**Five elements, one structure: which is which?**

Magnesium, silicon, phosphorus, potassium and bismuth have been computed with r2SCAN in the same hexagonal crystal structure. The question is how many of them can be recognised by size and stiffness alone.

Elements of the s and p block in the omega (AlB2-type) structure, computed with Ansatz 0.2.0 using r2SCAN and scalar-relativistic plane-wave PAW, without spin polarisation. The plane-wave cutoff is 500 eV and the Fermi-Dirac smearing width 0.1 eV. Volumes, bulk moduli and pressure derivatives come from an equation of state over uniformly scaled cells. Candidates: K, Mg, Bi, P, Si.

```csv
row,"volume per atom, r2SCAN (Å³)","bulk modulus, r2SCAN (GPa)","bulk modulus pressure derivative, r2SCAN","neighbour distance, r2SCAN (Å)"
A,31.60,52.9,4.49,3.354
B,14.44,95.7,3.57,2.499
C,22.82,37.8,3.86,3.069
D,14.39,94.6,4.73,2.540
E,76.78,3.37,3.69,4.547
```

The bulk modulus measures the resistance to uniform compression, and its pressure derivative tells how fast that resistance grows. The neighbour distance is here the spacing of atoms along the hexagonal axis, which is not in every row the shortest contact.

Two rules of chemistry guide the search. To the right along a period the nuclear charge grows, and as long as the added electrons enter bonding states, the atoms draw together and the solid stiffens. Down a group each atom gains a shell, so the solid becomes larger and usually softer.

**Row E.** This row has 2.4 times the volume of the next largest, and its bulk modulus is eleven times smaller than that of the next softest. A single, loosely held valence electron in a large atom gives just this combination. Row E is potassium.

**Rows B and D.** These are the smallest and stiffest of the five. They suit small atoms with several bonding electrons, which points to silicon and phosphorus. Magnesium stands to their left in the same period and should be larger and softer, while bismuth has three more shells than phosphorus.

**Rows A and C.** Magnesium and bismuth remain, and here size and stiffness seem to disagree: row A is about 40% larger than row C and also about 40% stiffer. Size alone would make it softer, so row A must have stronger bonding to make up for it. A fair comparison multiplies the bulk modulus by the volume per atom, which sets the scale of the energy per atom that a given relative change of volume costs.

For row C the product is 37.8 GPa × 22.82 Å³ = 863 GPa Å³. Since 1 eV/Å³ is about 160 GPa, this is 5.4 eV per atom. The same steps give 10.4 eV for row A, nearly twice as much.

Calcium and barium, two-electron metals computed in the same way, give 4.8 and 3.3 eV. Row C lies a little above calcium, while row A has more than twice calcium's value, so C is magnesium and A is bismuth, with its five valence electrons. Ordinary volumes agree: magnesium metal takes roughly 23 Å³ per atom, a recalled value. Were row A magnesium, this close-packed metal would have swollen by more than a third merely by changing its structure.

**Back to B and D.** Their volumes differ by 0.3% and their bulk moduli by 1%. Atomic size does not decide either, because the two shortest kinds of contact contradict each other. Along the axis the atoms of row B are 1.6% closer than those of row D; within the honeycomb layers, where the contact follows from volume and axial spacing, they are 1.0% farther apart.

The bulk moduli were obtained with the shape of the cell held fixed while its volume changed. At 4% compression the total stress in row D is 7.0 GPa along the axis and 2.8 GPa across it, in row B 2.4 and 5.1 GPa. These values do not show which direction is stiffer, because at its full volume row B already carries a tension of 2.4 GPa along the axis and a pressure of 1.2 GPa across it. Its cell had been relaxed until the stresses were below 0.01 GPa, but with an 8×8×12 k mesh, the grid on which the electron waves are sampled. The equation of state used 9×9×14, and the change of mesh alone brought the stress back. The stresses of row B were thus not converged on the coarser mesh, and the finer one may not be enough either. The response to compression is the change in stress. From 4% to 8% compression the stress along the axis rises by 6.5 GPa in row D and 5.8 GPa in row B, against 4.7 and 4.6 GPa across it, so on this mesh both rows resist more along the axis.

A cell free to change its shape would even out the stresses, which could shift the contacts, the volume and the stiffness by amounts that need not be the same in both rows. The PAW datasets were also made for another functional, PBE, and the motion of the atoms at absolute zero is left out. Above all, a k mesh that can shift stresses by a few GPa may also shift the fitted volume, stiffness and pressure derivative. A 1% difference in stiffness is therefore too fine to name an element. The pressure derivatives differ more, 3.57 against 4.73, but no simple rule ties either value to silicon or phosphorus.

The verdict before the labels are uncovered is that E, A and C are sure, while B and D are silicon and phosphorus in an order that these values leave open.

The rows with their labels:

```csv
element,Z,valence electrons,k mesh,"volume per atom, r2SCAN (Å³)","bulk modulus, r2SCAN (GPa)","bulk modulus pressure derivative, r2SCAN","neighbour distance, r2SCAN (Å)"
Mg,12,2,8×8×12,22.82,37.8,3.86,3.069
Si,14,4,9×9×14,14.39,94.6,4.73,2.540
P,15,5,9×9×14,14.44,95.7,3.57,2.499
K,19,1,6×6×8,76.78,3.37,3.69,4.547
Ca,20,2,7×7×10,43.71,17.5,3.12,3.764
Ba,56,2,6×6×8,66.22,7.98,2.45,4.296
Bi,83,5,7×7×11,31.60,52.9,4.49,3.354
```

Row A is bismuth, B phosphorus, C magnesium, D silicon and E potassium. A guess by family likeness would have gone wrong for the open pair: the pressure derivative of bismuth, 4.49, is closer to that of silicon than to that of phosphorus, its own group member.

The labelled table shows the first rule at work in a neighbouring pair. From potassium to calcium one valence electron is added, the volume falls from 76.78 to 43.71 Å³, and the bulk modulus rises about fivefold. From silicon to phosphorus one electron is added too, yet the volume and the bulk modulus hardly change.

A likely reason is that four electrons per atom half-fill the s and p valence states, which roughly exhausts the bonding ones. The fifth electron then has to enter states that bind little or even weaken the bonds, and this offsets the pull of the higher nuclear charge. The nearly equal volumes fit this picture, but the orbitals were not analysed. The nearly equal bulk moduli fit it too, and on the mesh used both elements resist compression more along the axis than across it. These runs do not show how close the two would stay on a denser k mesh, with the cell shape relaxed at each volume.

In this table the product of bulk modulus and volume separates the metals with one or two valence electrons from the elements with four or five, but it does not give the exact count. Phosphorus and bismuth both have five, yet reach 8.6 and 10.4 eV, and silicon with four reaches 8.5 eV. The bismuth value also lacks spin–orbit coupling, which is strong in its 6p electrons.

Silicon and phosphorus are dense metals in this structure, but it was imposed on them and not tested for stability. Phosphorus also shows that the stress in a compressed cell is not all a response to the compression: part of it can come from a change of k mesh. A shape that is free of stress on one mesh need not be so on another. In a metal that is not cubic, it pays to relax and compress the cell on the same mesh, to check that a denser one leaves the stresses unchanged, and to relax the shape at each volume, before a small difference in stiffness is read as chemistry. The output below lists the ratios and contacts used here.

Output of the analysis:

```
Derived quantities:
  row  B times V (eV per atom)  axial contact (A)  in-plane contact (A)  volume over rough recalled ordinary volume
   Mg                    5.384              3.069                  2.93                                      0.9922
   Si                    8.497               2.54                 2.558                                      0.7195
    P                    8.625              2.499                 2.583                                        0.76
    K                    1.615              4.547                 4.416                                       1.024
   Ca                    4.774              3.764                 3.662                                       1.017
   Ba                    3.298              4.296                 4.219                                       1.051
   Bi                    10.43              3.354                 3.298                                      0.9029
Volume of K over volume of Bi, the next largest unlabelled row: 2.43
Bulk modulus of Mg over that of K, the next softest unlabelled row: 11.22
Volume of Bi over volume of Mg: 1.385
Bulk modulus of Bi over that of Mg: 1.399
B times V of Bi over that of Mg: 1.938
Volume of Mg over volume of Si: 1.586
If swapped, volume of the Bi row over rough ordinary volume of Mg: 1.374
If swapped, volume of the Mg row over rough ordinary volume of Bi: 0.652
Volume of P relative to Si (percent): 0.3475
Bulk modulus of P relative to Si (percent): 1.163
Axial contact of P relative to Si (percent): -1.614
In-plane contact of P relative to Si (percent): 0.992
Pressure derivative of Si less that of P: 1.16
In-plane less axial stress of Si at 0.96 of the volume (GPa, compression positive): -4.217
In-plane less axial stress of P at 0.96 of the volume (GPa, compression positive): 2.773
```
